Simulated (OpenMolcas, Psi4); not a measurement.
**A ladder of methods for GaSiH4F (SMILES [F][GaH][SiH3])**

The species is GaSiH4F (7 atoms), meant as a singlet with charge 0. As SMILES, `[F][GaH][SiH3]`. The coordinates come from a PBE0-D4/def2-TZVP relaxation.

```xyz
7

F     0.2316   -2.1521    1.3422
Ga    0.0191   -0.4000    1.2793
Si   -0.0297    0.4508   -0.9708
H    -0.0969    0.2354    2.7047
H    -1.1961   -0.1257   -1.6916
H    -0.1444    1.9334   -0.9830
H     1.2164    0.0581   -1.6808
```

Quantity: the vertical ionisation energy (to the doublet cation), in eV. The values are calculated.

```csv
level,kind,program,value (eV),less CCSD(T)/def2-SVP,CPU time (all runs)
HF/def2-SVP,Hartree–Fock,OpenMolcas,9.82,-0.36,11 s
SVWN5/def2-SVP,LDA,OpenMolcas,9.97,-0.21,29 s
PBE/def2-SVP,GGA,OpenMolcas,9.84,-0.34,48 s
revPBE/def2-SVP,GGA,OpenMolcas,9.80,-0.38,49 s
TPSS/def2-SVP,meta-GGA,OpenMolcas,9.94,-0.24,72 s
B3LYP/def2-SVP,global hybrid,OpenMolcas,10.13,-0.05,42 s
wB97M-V/def2-SVP,range-separated hybrid,Psi4,10.29,+0.11,6.6 min
"CCSD(T)/def2-SVP, open shells restricted",coupled cluster or CI,OpenMolcas,10.18,0.00,71 s
```

Differences are taken from CCSD(T)/def2-SVP, open shells restricted for orientation; it has basis-set and higher-order errors of its own. All-electron rows without a relativistic Hamiltonian named are non-relativistic. The values span 9.80 to 10.29 eV. In the correlated wave-function rows the outer d shell of Ga is correlated, in sets not made for it. CPU times are rough (shared hosts, several kinds of processor): they show what a rung costs within a factor of a few.

Every method places the vertical ionisation of this silylgallane near 10 eV, with the two hybrids bracketing the coupled-cluster value and Hartree–Fock and the semilocal functionals all falling below it. The electron probably leaves the Ga–Si σ bond, which is built from two electropositive atoms and should lie above the Ga–H and Si–H bonding levels and the fluorine lone pairs. Removing it breaks up an electron pair, and the correlation energy of that pair is lost. Hartree–Fock omits this contribution to the neutral's stability, so its 9.82 eV is too low. The near-coincidence with PBE at 9.84 eV is therefore no sign of a shared description, since PBE does include correlation; its shortfall may instead reflect too favourable a treatment of a hole spread over the Ga–Si framework. Nor does the value rise steadily with the sophistication of the functional: LDA lies above both GGAs and the meta-GGA. Because a half-emptied σ bond should lengthen, the adiabatic threshold probably lies noticeably lower, but these vertical energies cannot say by how much.
